Question

I want the hydrogenic binding energy of a shallow donor such as In or Al on a Zn site in wurtzite ZnO. The textbook formula uses one mass and one dielectric constant, but ZnO has two of each, along and across the c axis. I keep reading that the four numbers collapse into an energy unit and a single anisotropy parameter. How does that come about, which averages go into the effective Rydberg, and how much does it matter for ZnO?

Answer

A stretch of the coordinate along c makes the Coulomb term isotropic and moves the dielectric anisotropy into the kinetic energy, where it multiplies the mass anisotropy. The step is exact within the premises below.

Conventions. z lies along c, ρ² = x² + y². Index t means perpendicular to c and index l parallel to c. The ε are relative permittivities, e > 0 is the elementary charge, m₀ the free-electron mass, and energies count from the conduction-band edge.

1. Premises

(a) One non-degenerate parabolic conduction minimum, at Γ in ZnO. A threefold or sixfold axis forces every symmetric second-rank tensor into the form diag(t, t, l), so E(k) = ħ²(kx² + ky²)/(2m_t) + ħ²kz²/(2m_l).
(b) The donor core is a point charge +e (In³⁺ or Al³⁺ in place of Zn²⁺) in a linear, local dielectric with tensor diag(ε_t, ε_t, ε_l).
(c) The envelope ψ varies slowly over a unit cell, so it obeys a Schrödinger equation with k → −i∇.
(d) The donor is isolated, and spin plays no part.

2. The potential

Gauss's law ∇·D = e δ³(r) with D = −ε₀ ε·∇φ reads

ε_t(∂x² + ∂y²)φ + ε_l ∂z²φ = −(e/ε₀) δ(x)δ(y)δ(z).

Put x = √ε_t X, y = √ε_t Y, z = √ε_l Z. The left side becomes the ordinary Laplacian in (X, Y, Z). Since δ(cX) = δ(X)/c for c > 0, the source acquires the factor 1/(ε_t √ε_l). The solution that vanishes at infinity is

φ = e / [4πε₀ ε_t √ε_l √(ρ²/ε_t + z²/ε_l)].

Taking ε_t √ε_l under the root and multiplying by the electron charge −e gives

V = −e² / [4πε₀ √(ε_t ε_l ρ² + ε_t² z²)].    (1)

On the c axis the screening constant is ε_t, and in the basal plane it is √(ε_t ε_l).

3. The stretch

Factor ε_t ε_l out of the root:

V = −e² / [4πε₀ ε √(ρ² + (ε_t/ε_l) z²)],  ε ≡ √(ε_t ε_l).

Define ζ = λz with λ = √(ε_t/ε_l), and r² = ρ² + ζ². Then V = −e²/(4πε₀ ε r). The chain rule gives ∂z² = (ε_t/ε_l) ∂ζ², so

H = −(ħ²/2m_t)[∂x² + ∂y² + γ ∂ζ²] − e²/(4πε₀ ε r),  γ ≡ m_t ε_t/(m_l ε_l).    (2)

The Jacobian is the constant λ, so ψ(x, y, z) = √λ χ(x, y, λz) is a unitary map and the spectrum is unchanged.

4. Units

Choose the length a* for which ħ²/(2m_t a*²) = e²/(8πε₀ ε a*), and call that common energy Ry*:

a* = 4πε₀ ε ħ²/(m_t e²) = a₀ ε (m₀/m_t),
Ry* = m_t e⁴/[2(4πε₀ ε ħ)²] = Ry (m_t/m₀)/(ε_t ε_l),

with a₀ = 0.0529 nm and Ry = 13.606 eV. With lengths in a* and energies in Ry*,

H = −(∂x² + ∂y² + γ ∂ζ²) − 2/r.    (3)

Every level is therefore Ry* times a function of γ alone. If m_t ε_t = m_l ε_l, then γ = 1 and the levels are exactly −Ry*/n², however anisotropic the two tensors are separately. For γ ≠ 1 the axial angular momentum m and the parity survive, while l does not. Write α ≡ 1 − γ, so that H = H₀ + α∂ζ² with H₀ = −∇² − 2/r.

5. Lowest levels from an ellipsoidal trial function

Let φ(R) be the hydrogenic 1s, 2p₀ or 2p± function, with H₀φ = −φ/n², and take χ = φ(x/a, y/a, ζ/b), s = b/a. Each χ has the (m, parity) of a lowest state of its class, so its energy is an upper bound for that state. Let μ be the cosine of the polar angle of R, and w(μ) the angular density on 0 ≤ μ ≤ 1, which is 1, 3μ² and (3/2)(1 − μ²) for the three states.

Kinetic term. The virial theorem gives ⟨−∇²⟩ = 1/n² and ⟨2/R⟩ = 2/n² in φ. The Fourier transform keeps the spherical harmonic, so the share of ⟨−∇²⟩ along the axis is f = ∫w μ² dμ = 1/3, 3/5, 1/5. Scaling the derivatives gives

⟨T⟩ = D/(n²a²),  D = 1 − f + γ f/s².

Potential term. Here r = aR √(1 − η²μ²) with η² = 1 − s², so radial and angular averages factorise:

⟨V⟩ = −2F/(n²a),  F = ∫₀¹ w dμ / √(1 − η²μ²).

The integrals are F(1s) = arcsin η/η, F(2p₀) = 3(arcsin η − ηs)/(2η³) and F(2p±) = (3/2)F(1s) − (1/2)F(2p₀); the integral form holds for s > 1 too. The energy is quadratic in 1/a with its minimum at 1/a = F/D, so

E_var = −(1/n²) max over s of F²/D.    (4)

First order. At s = 1, F = 1 and D = 1 − fα. The optimum s differs from 1 by O(α), and at α = 0 the energy is stationary in s, so optimising s alters only the α² term. Hence E = −(1 + fα)/n², which is also −1/n² + ⟨φ|α∂ζ²|φ⟩:

E(1s) ≈ −(1 + α/3),  E(2p₀) ≈ −(1 + 3α/5)/4,  E(2p±) ≈ −(1 + α/5)/4.

The 2p splitting is E(2p±) − E(2p₀) ≈ α/10. To this order the 1s binding energy is that of an isotropic donor with ε = √(ε_t ε_l) and 1/m = (1/3)[2/m_t + ε_t/(ε_l m_l)], because this mass gives Ry*/(1 − α/3).

Second order for 1s. With u = η², F² = 1 + u/3 + 8u²/45 + … and D = 1 + (u − α)/[3(1 − u)]. Dividing,

F²/D = 1 + α/3 + α²/9 + 2uα/9 − 7u²/45 + …,

which is largest at u = 5α/7 and gives E_var = −(1 + α/3 + 4α²/21 + …), with 4/21 = 0.1905.

6. Exact second order for 1s

This shows how much the trial function misses. Split α∂ζ² = (α/3)∇² + α(∂ζ² − ∇²/3). Acting on ψ₀ = e^(−r)/√π, the first piece yields l = 0 and the second l = 2, so their second-order contributions add without cross terms. The first piece only rescales the mass, −1/(1 − α/3), and contributes −α²/9. For the second, now with μ = ζ/r, a radial function obeys (∂ζ² − ∇²/3)ψ₀ = (μ² − 1/3)(ψ₀″ − ψ₀′/r), so

α(∂ζ² − ∇²/3)ψ₀ = (2α/3) P₂(μ)(1 + 1/r) ψ₀.

Write the first-order correction as −(2α/3) g(r) P₂ ψ₀. Since (H₀ + 1)[gP₂ψ₀] = (Kg)P₂ψ₀ with K = −d²/dr² − (2/r − 2) d/dr + 6/r², one needs Kg = 1 + 1/r. The angular average of P₂² is 1/5, so the energy is −(4α²/45) A with A = ⟨1 + 1/r, g⟩ and ⟨p, q⟩ = ∫4r²e^(−2r) p q dr, a product in which K is symmetric. Direct substitution gives K(r/2) = 1 + 2/r, so 1 + 1/r = K(r/2) − 1/r, and with ⟨1, r⟩ = 3/2,

A = ⟨1 + 2/r, r/2⟩ − 2⟨1/r, r/2⟩ + J = 7/4 − 1 + J,  J = ⟨1/r, K⁻¹(1/r)⟩.

The functions S_j = r² L_j⁽⁵⁾(2r), with associated Laguerre polynomials L and j = 0, 1, 2, …, are complete for the weight 4r e^(−2r) and satisfy K S_j = 2(j + 2) S_j/r, ⟨S_j, S_j/r⟩ = (j + 5)!/(16 j!) and ⟨S_j, 1/r⟩ = 3(j + 1)/2. Expanding K⁻¹(1/r) in them,

J = Σ ⟨S_j, 1/r⟩² / [2(j + 2)⟨S_j, S_j/r⟩] = 18 Σ (j + 1)/[(j + 2)²(j + 3)(j + 4)(j + 5)].

With ν = j + 2 the summand is −1/(6ν²) + 17/(36ν) − 1/(ν + 1) + 3/[4(ν + 2)] − 2/[9(ν + 3)]. Over ν ≥ 2 the first term sums to −(π²/6 − 1)/6 and the others telescope to 25/216, so J = 61/12 − π²/2 and A = 35/6 − π²/2. Adding 1/9 + 4A/45,

E(1s) = −Ry* [1 + α/3 + (17/27 − 2π²/45) α² + O(α³)],  17/27 − 2π²/45 = 0.1910.    (5)

The variational 0.1905 lies slightly below this, as an upper bound on the energy requires.

7. Numbers for ZnO

Take as approximate inputs the static values ε_t = 7.8 and ε_l = 8.75, and a typical polaron mass m_t = m_l = 0.28 m₀. In and Al are identical in this model. Then

ε = 8.26,  Ry* = 55.8 meV,  a* = 1.56 nm,  γ = 0.891,  α = 0.109.

Equation (4) gives the binding energies

state   −E/Ry*   −E (meV)
1s      1.0386   58.0
2p₀     0.2677   14.9
2p±     0.2557   14.3

The truncated series (5) gives 1.0384 for 1s; the gap to the table is the cubic and higher terms. The second-order error of the trial function, the difference of the two α² coefficients times α², is 6 × 10⁻⁶ Ry*. The extra digits display the solution of (3), not the accuracy of the inputs.

Anisotropy thus deepens the ground state by 2.2 meV relative to Ry*. The transitions from 1s lie at 43.0 meV (to 2p₀, light polarised along c) and 43.7 meV (to 2p±, polarised across c). The 2p splitting is 0.67 meV, against 0.61 meV at first order. The optimal 1s axis ratio is s = 0.96 in the stretched frame. Undoing the stretch multiplies it by √(ε_l/ε_t) = 1.059, so the real orbital has axis ratio 1.02, slightly elongated along c.

The result is sensitive to the mass ratio, which these inputs do not fix well. Changing only m_l to 0.25 m₀ leaves Ry* and a* alone but gives γ = 0.998. The two anisotropies then nearly cancel, the 1s binding energy is 55.8 meV and the 2p splitting drops to 0.009 meV. The size and sign of the 2p splitting probe the product m_t ε_t/(m_l ε_l), never one factor alone.

8. Range of validity

Equation (3) is exact for any γ > 0 once the premises hold. The series (5) needs |α| ≪ 1. Equation (4) stays a bound for any γ but loosens at extreme anisotropy: for γ → 0 it gives −3π²/8 = −3.70 for 1s, while the limit is the two-dimensional hydrogen value −4. In ZnO the premises themselves fail at a level that rivals the 2.2 meV anisotropy shift.

Central cell. With typical lattice constants 0.325 nm and 0.521 nm, the cell volume is 0.0477 nm³, and the 1s probability in the central cell is about that volume divided by πa*³, or 0.004. A departure from (1) averaging 1 eV over the cell shifts 1s by about 4 meV. This term distinguishes In from Al, and it can exceed the anisotropy shift. The 2p envelopes vanish at the core and are far less affected, so they are the cleaner test of γ.

Polar lattice. Static ε and the polaron mass are the leading description when Ry* ≪ ħω_LO. With ħω_LO ≈ 72 meV the ratio is 0.78, which is not small. Going from a typical bare mass of 0.24 m₀ to 0.28 m₀ is worth 8.0 meV in Ry*, and with such a ratio a residual correction on the meV scale cannot be excluded. Piezoelectric strain. Strain is too slow to follow the orbiting electron, but it relaxes around the static core and the averaged electron cloud. For an isotropic estimate let ε_c be the constant-strain and ε_r the strain-relaxed permittivity, with 1/ε_r = (1 − κ²)/ε_c, where κ² is a direction-averaged electromechanical coupling. The relaxed strain lowers the energy by ½(1/ε_c − 1/ε_r) times the double Coulomb integral of the total averaged charge, core plus cloud. The core–cloud cross term turns the 1/ε_c of the core attraction into 1/ε_r. The cloud–cloud term adds a self-attraction, and for a 1s cloud of radius a the double integral of 1/|r − r′| is 5/(8a), against ⟨1/r⟩ = 1/a for the core attraction. The effective coupling is therefore 1/ε_r + (5/16)(1/ε_c − 1/ε_r) = (1 − 11κ²/16)/ε_c, closer to the relaxed value than to the clamped one, and the binding energy goes as its square. In ZnO κ² is of the order of several per cent. If the inputs of section 7 are read as constant-strain values, an illustrative κ² = 0.05 lowers the binding by 3.8 meV, more than the anisotropy shift. The coupling depends on direction, so it can also alter the 2p splitting.

Non-parabolicity. A two-band dispersion E(1 + E/E_g) = T adds −T²/E_g. In the 1s state ⟨T²⟩ = 5 Ry*², so with E_g ≈ 3.4 eV this term alone deepens the level by 4.6 meV. In a Dirac-like two-band model with mc² = E_g/2 the accompanying contact (Darwin) term is +4 Ry*²/E_g, leaving 0.9 meV. The true size depends on the band model, and these two numbers set its scale.

Symmetry. The Hamiltonian (3) has inversion symmetry and wurtzite has none, so k-linear spin–orbit terms and 2s–2p₀ mixing are allowed in the crystal and absent here.

Concentration. Premise (d) needs N a*³ ≪ 1. The approximate Mott criterion N^(1/3) a* ≈ 0.26 puts the loss of bound states near 4.6 × 10²⁴ m⁻³. In compensated material the fields of ionised centres shift and broaden the more extended 2p states at far lower densities.

For In or Al in ZnO the model therefore supplies a hydrogenic binding energy of 56 to 58 meV for these inputs, depending on the mass ratio, with chemical, polaron, piezoelectric and band corrections of a few meV on top.